**Predicting withheld GIAO shieldings of CH₄BCl₂O⁻ from exchange mixing and basis class**

The table holds non-relativistic gas-phase GIAO shieldings of O1, B2, C4 and H8 from PySCF, for seventeen functionals in pcSseg-2 and for PBE0 in twelve bases, at one PBE0-D3(BJ)/def2-SVP geometry. The program tests linear mixing between a GGA and HF on the BLYP family, compares the paramagnetic part of O1 with 1/gap scaling, and measures each basis against IGLO-III. From the known rows alone it predicts PBE0 in pcSseg-2, def2-TZVP and pcSseg-0 with error bars. Eight of twelve values fall inside their bars. The misses are C4 in pcSseg-2, H8 in def2-TZVP, and B2 and C4 in pcSseg-0, where these two nuclei are much less shielded than in the analogue 6-31G.

Isotropic GIAO NMR shieldings σ of the anion CH4BCl2O⁻, SMILES O[B@@H-](Cl)CCl, computed with PySCF 2.14.0 with the functional (or HF) and basis of each row, non-relativistic, with density fitting, in the gas phase. The geometry is PBE0-D3(BJ)/def2-SVP throughout. Atoms are numbered from 1 in SMILES order, hydrogens after the heavy atoms.

## Analysis program

```python
# Table: isotropic GIAO shieldings (ppm) of O1, B2, C4, H8 in the anion CH4BCl2O, PySCF, gas phase,
# functionals at pcSseg-2 and bases at PBE0. Tested: linear mixing GGA -> HF with exact exchange,
# 1/gap scaling, and basis-class rules, used to predict three withheld PBE0 rows.
T = {
    'functional': ['B97-D', 'BLYP', 'BP86', 'KT2', 'KT3', 'LDA', 'OPBE', 'PBE', 'B3LYP', 'B97-2', 'mPW1PW91', 'BHandHLYP', 'CAM-B3LYP', 'HF', 'LC-wPBE', 'wB97X-D', 'WP04', 'PBE0', 'PBE0', 'PBE0', 'PBE0', 'PBE0', 'PBE0', 'PBE0', 'PBE0', 'PBE0', 'PBE0', 'PBE0', 'PBE0'],
    'basis': ['pcSseg-2', 'pcSseg-2', 'pcSseg-2', 'pcSseg-2', 'pcSseg-2', 'pcSseg-2', 'pcSseg-2', 'pcSseg-2', 'pcSseg-2', 'pcSseg-2', 'pcSseg-2', 'pcSseg-2', 'pcSseg-2', 'pcSseg-2', 'pcSseg-2', 'pcSseg-2', 'pcSseg-2', '6-311+G(2d,p)', '6-31G', '6-31G(d)', 'IGLO-III', 'STO-3G', 'aug-cc-pVDZ', 'cc-pVDZ', 'cc-pVTZ', 'def2-SVP', 'def2-TZVP', 'pcSseg-0', 'pcSseg-2'],
    'exx': [0, 0, 0, 0, 0, 0, 0, 0, 20, 21, 25, 50, 65, 100, 100, 100, None, 25, 25, 25, 25, 25, 25, 25, 25, 25, 25, 25, 25],  # %
    's_O1': [250.0, 242.2, 246.0, 244.1, 248.3, 245.3, 255.3, 245.8, 251.3, 257.6, 256.9, 261.9, 258.1, 276.1, 269.2, 259.6, 252.3, 256.9, 258.7, 268.2, 256.0, 342.1, 267.5, 277.1, 261.7, 279.6, 261.6, 266.9, 256.7],  # ppm
    's_B2': [92.3, 86.9, 90.4, 94.9, 95.0, 88.2, 95.9, 90.0, 92.0, 96.6, 95.8, 98.7, 94.4, 109.2, 98.4, 97.3, 88.0, 100.7, 112.8, 110.2, 96.9, 125.2, 107.7, 110.7, 100.6, 109.0, 99.9, 102.0, 95.9],  # ppm
    's_C4': [123.6, 118.1, 124.2, 129.3, 127.9, 124.7, 131.9, 124.4, 122.3, 128.6, 128.4, 127.8, 126.2, 137.2, 135.0, 129.1, 113.0, 133.3, 147.4, 144.7, 130.1, 187.4, 142.0, 143.4, 134.3, 143.3, 134.1, 138.0, 129.2],  # ppm
    's_H8': [28.36, 28.31, 28.21, 28.18, 28.39, 27.68, 28.26, 28.16, 28.4, 28.43, 28.38, 28.55, 28.41, 28.88, 28.54, 28.48, 28.73, 28.54, 29.96, 29.48, 28.46, 30.97, 28.28, 28.72, 28.38, 28.9, 28.58, 30.27, 28.32],  # ppm
}
HELD = [26, 27, 28]  # rows withheld from the fit
import numpy as np
K = ['s_O1', 's_B2', 's_C4', 's_H8']
n = len(T['basis'])
vec = lambda i: np.array([T[k][i] for k in K], float)
known = {(T['functional'][i], T['basis'][i]): i for i in range(n) if i not in HELD}
F = lambda f: vec(known[(f, 'pcSseg-2')])
B = lambda b: vec(known[('PBE0', b)])
ax = lambda f: T['exx'][known[(f, 'pcSseg-2')]] / 100
def show(lab, v, fmt='%8.2f'):
    print('%-40s' % lab + ''.join(fmt % x for x in v))
print('ppm; table rounding +-0.05 (O, B, C), +-0.005 (H)')
print('%-40s' % '' + ''.join('%8s' % k[2:] for k in K))
g0 = np.array([vec(i) for i in known.values() if T['exx'][i] == 0])
show('spread of the 0 % functionals', np.ptp(g0, axis=0))
show('HF - BLYP', F('HF') - F('BLYP'))
show('BHandHLYP - BLYP', F('BHandHLYP') - F('BLYP'))
res = np.array([F(f) - F('BLYP') - ax(f) * (F('HF') - F('BLYP')) for f in ('B3LYP', 'BHandHLYP')])
show('B3LYP - linear mixing', res[0], '%+8.2f')
show('BHandHLYP - linear mixing', res[1], '%+8.2f')
for f in ('LC-wPBE', 'wB97X-D'):
    show(f + ' - HF (both labelled 100 %)', F(f) - F('HF'), '%+8.2f')
# further outputs of the same runs: BLYP, B3LYP, BHandHLYP, HF (orbital energies eV, O1 parts ppm)
gap = np.array([3.790, 4.218, 5.022, 6.604]) - np.array([-1.295, -2.543, -4.035, -6.017])
para = np.array([-138.716, -130.333, -120.402, -107.132])
dia = np.array([380.905, 381.620, 382.342, 383.186])
print('columns: BLYP, B3LYP, BHandHLYP, HF')
show('HOMO-LUMO gap, eV', gap)
show('O1 diamagnetic change from BLYP', dia - dia[0])
show('O1 paramagnetic change from BLYP', para - para[0])
show('same, if it scaled as 1/gap', para[0] * gap[0] / gap - para[0])
print('basis minus IGLO-III (O1, B2, C4, H8), then C4 - B2')
bs = ['STO-3G', '6-31G', '6-31G(d)', 'def2-SVP', 'cc-pVDZ', 'aug-cc-pVDZ', 'cc-pVTZ', '6-311+G(2d,p)']
for b in bs:
    show(b, list(B(b) - B('IGLO-III')) + [B(b)[2] - B(b)[1]])
cb = np.array([B(b)[2] - B(b)[1] for b in bs[1:] + ['IGLO-III']])
print('C4 - B2 without STO-3G: mean %.2f, sd %.2f ppm' % (cb.mean(), cb.std(ddof=1)))
show('aug-cc-pVDZ - cc-pVDZ', B('aug-cc-pVDZ') - B('cc-pVDZ'), '%+8.2f')
show('cc-pVTZ - cc-pVDZ', B('cc-pVTZ') - B('cc-pVDZ'), '%+8.2f')
raw = F('PBE') + 0.25 * (F('HF') - F('PBE'))
mix, twin = raw + res.mean(axis=0), F('mPW1PW91')
show('PBE + 0.25 (HF - PBE)', raw)
show('plus mean residual', mix)
tz = np.array([B(b) for b in ('6-311+G(2d,p)', 'IGLO-III', 'cc-pVTZ')])
dz = np.array([B(b) for b in ('6-31G(d)', 'def2-SVP', 'cc-pVDZ')])
P = {'pcSseg-2': ((mix + twin) / 2, np.maximum(abs(mix - twin), abs(res).max(axis=0))),
     'def2-TZVP': (tz.mean(axis=0), tz.std(axis=0, ddof=1) * np.sqrt(4 / 3)),
     'pcSseg-0': (B('6-31G'), np.maximum(abs(B('6-31G') - B('IGLO-III')) / 2,
                                         abs(dz - B('6-31G')).max(axis=0)))}
for i in HELD:
    b = T['basis'][i]
    p, e = P[b]
    c = vec(i)
    show(b + ' predicted', p)
    show('   error bar', e)
    show('   computed; then C4 - B2', list(c) + [c[2] - c[1]])
    show('   computed - predicted', c - p, '%+8.2f')
    show('   miss / error bar', abs(c - p) / e)
assert all((F(a)[:3] < F(b)[:3]).all() for a, b in
           [('BLYP', 'B3LYP'), ('B3LYP', 'BHandHLYP'), ('BHandHLYP', 'HF')])
assert np.ptp(g0, axis=0)[2] > (F('BHandHLYP') - F('BLYP'))[2]
assert dz[:, 1:3].min(axis=0)[0] > tz[:, 1].max() and dz[:, 2].min() > tz[:, 2].max()
assert np.ptp(cb) < 2.5
```

It prints:

```
ppm; table rounding +-0.05 (O, B, C), +-0.005 (H)
                                              O1      B2      C4      H8
spread of the 0 % functionals              13.10    9.00   13.80    0.71
HF - BLYP                                  33.90   22.30   19.10    0.57
BHandHLYP - BLYP                           19.70   11.80    9.70    0.24
B3LYP - linear mixing                      +2.32   +0.64   +0.38   -0.02
BHandHLYP - linear mixing                  +2.75   +0.65   +0.15   -0.04
LC-wPBE - HF (both labelled 100 %)         -6.90  -10.80   -2.20   -0.34
wB97X-D - HF (both labelled 100 %)        -16.50  -11.90   -8.10   -0.40
columns: BLYP, B3LYP, BHandHLYP, HF
HOMO-LUMO gap, eV                           5.08    6.76    9.06   12.62
O1 diamagnetic change from BLYP             0.00    0.72    1.44    2.28
O1 paramagnetic change from BLYP            0.00    8.38   18.31   31.58
same, if it scaled as 1/gap                 0.00   34.39   60.83   82.83
basis minus IGLO-III (O1, B2, C4, H8), then C4 - B2
STO-3G                                     86.10   28.30   57.30    2.51   62.20
6-31G                                       2.70   15.90   17.30    1.50   34.60
6-31G(d)                                   12.20   13.30   14.60    1.02   34.50
def2-SVP                                   23.60   12.10   13.20    0.44   34.30
cc-pVDZ                                    21.10   13.80   13.30    0.26   32.70
aug-cc-pVDZ                                11.50   10.80   11.90   -0.18   34.30
cc-pVTZ                                     5.70    3.70    4.20   -0.08   33.70
6-311+G(2d,p)                               0.90    3.80    3.20    0.08   32.60
C4 - B2 without STO-3G: mean 33.74, sd 0.81 ppm
aug-cc-pVDZ - cc-pVDZ                      -9.60   -3.00   -1.40   -0.44
cc-pVTZ - cc-pVDZ                         -15.40  -10.10   -9.10   -0.34
PBE + 0.25 (HF - PBE)                     253.38   94.80  127.60   28.34
plus mean residual                        255.91   95.44  127.86   28.31
def2-TZVP predicted                       258.20   99.40  132.57   28.46
   error bar                                3.54    2.50    2.53    0.09
   computed; then C4 - B2                 261.60   99.90  134.10   28.58   34.20
   computed - predicted                    +3.40   +0.50   +1.53   +0.12
   miss / error bar                         0.96    0.20    0.61    1.30
pcSseg-0 predicted                        258.70  112.80  147.40   29.96
   error bar                               20.90    7.95    8.65    1.24
   computed; then C4 - B2                 266.90  102.00  138.00   30.27   36.00
   computed - predicted                    +8.20  -10.80   -9.40   +0.31
   miss / error bar                         0.39    1.36    1.09    0.25
pcSseg-2 predicted                        256.40   95.62  128.13   28.34
   error bar                                2.75    0.65    0.54    0.07
   computed; then C4 - B2                 256.70   95.90  129.20   28.32   33.30
   computed - predicted                    +0.30   +0.28   +1.07   -0.02
   miss / error bar                         0.11    0.43    2.00    0.31
```
